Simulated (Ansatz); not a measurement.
# Rh: the change of pressure and energy above lowest point with volume per atom

Results calculated with Ansatz 0.2.0 development build, not measured. Equation of state of a cubic crystal from periodic Kohn-Sham density functional theory without spin; pressure corrected for the finite basis.

Cell of the first row (space group Fm-3m, No. 225):
```
Rh
1.0
      0.0000     1.8629     1.8629
      1.8629     0.0000     1.8629
      1.8629     1.8629     0.0000
Rh
1
Direct
  0.00000 0.00000 0.00000
```

Settings of every row: formula Rh; structure type fcc; functional r2SCAN; spin treatment none; k mesh 15x15x15; occupation method fermi-dirac; occupation width 0.1 eV; wave cutoff 500 eV; datasets soft-1 PAW; density cutoff ratio 4.

Limits: modest k-mesh, values are not fully converged in k.

```csv
row,volume per atom (Å³),pressure (GPa),energy above lowest point (meV/atom)
1,12.931,?,?
2,13.352,8.5,9.73
3,13.774,-0.813,0
4,14.196,-8.511,12.6
5,14.617,-14.858,43.62
```

Question: what pressure and energy above lowest point should row 1 give?

Worked fit of pressure. Take u = (V_r/V)^(2/3) − 1 with V_r = 13.985 Å³ an atom, which is twice the finite (Eulerian) strain; such expansions in the strain, on which the Birch-Murnaghan equation of state is built, carry the rest volume and the bulk modulus. The shown rows have u = 0.03136, 0.01019, -0.00993, -0.02904. Least squares give pressure = −4.8478 + 383.476 × u + 1340.43 × u² GPa; a straight line predicts inner rows, each left out in turn, worse (root mean square 0.78 against 0.027 GPa). The rows lie off it by 0.004, -0.012, 0.013, -0.004 (root mean square 0.0093 GPa). The pressure vanishes at u = 0.0121, or V = 13.73 Å³ an atom, and there the bulk modulus at fixed shape and fractions is B = −V dP/dV = (2/3)(1 + u) dP/du = 281 GPa. The withheld row has u = 0.05363, so the fit gives −4.8478 + 383.476 × (0.05363) + 1340.43 × (0.05363)² = 19.573 GPa.

The calculation gave 19.744 GPa. The fit lies 0.171 GPa (0.49 % of the column's range) below it; its largest miss of a shown row is 0.013 GPa. This row lies beyond the range of the fit.

Worked fit of energy above lowest point. Take u = (V_r/V)^(2/3) − 1 with V_r = 13.985 Å³ an atom, which is twice the finite (Eulerian) strain; such expansions in the strain, on which the Birch-Murnaghan equation of state is built, carry the rest volume and the bulk modulus. The shown rows have u = 0.03136, 0.01019, -0.00993, -0.02904. Least squares give energy above lowest point = 3.758 − 622.33 × u + 25883.3 × u² meV/atom; a straight line predicts inner rows, each left out in turn, worse (root mean square 15 against 0.24 meV/atom). The rows lie off it by 0.03, -0.10, 0.11, -0.04 (root mean square 0.078 meV/atom). The withheld row has u = 0.05363, so the fit gives 3.758 − 622.33 × (0.05363) + 25883.3 × (0.05363)² = 44.83 meV/atom.

The calculation gave 46.44 meV/atom. The fit lies 1.61 meV/atom (3.5 % of the value, 3.5 % of the column's range) below it; its largest miss of a shown row is 0.11 meV/atom. This row lies beyond the range of the fit.
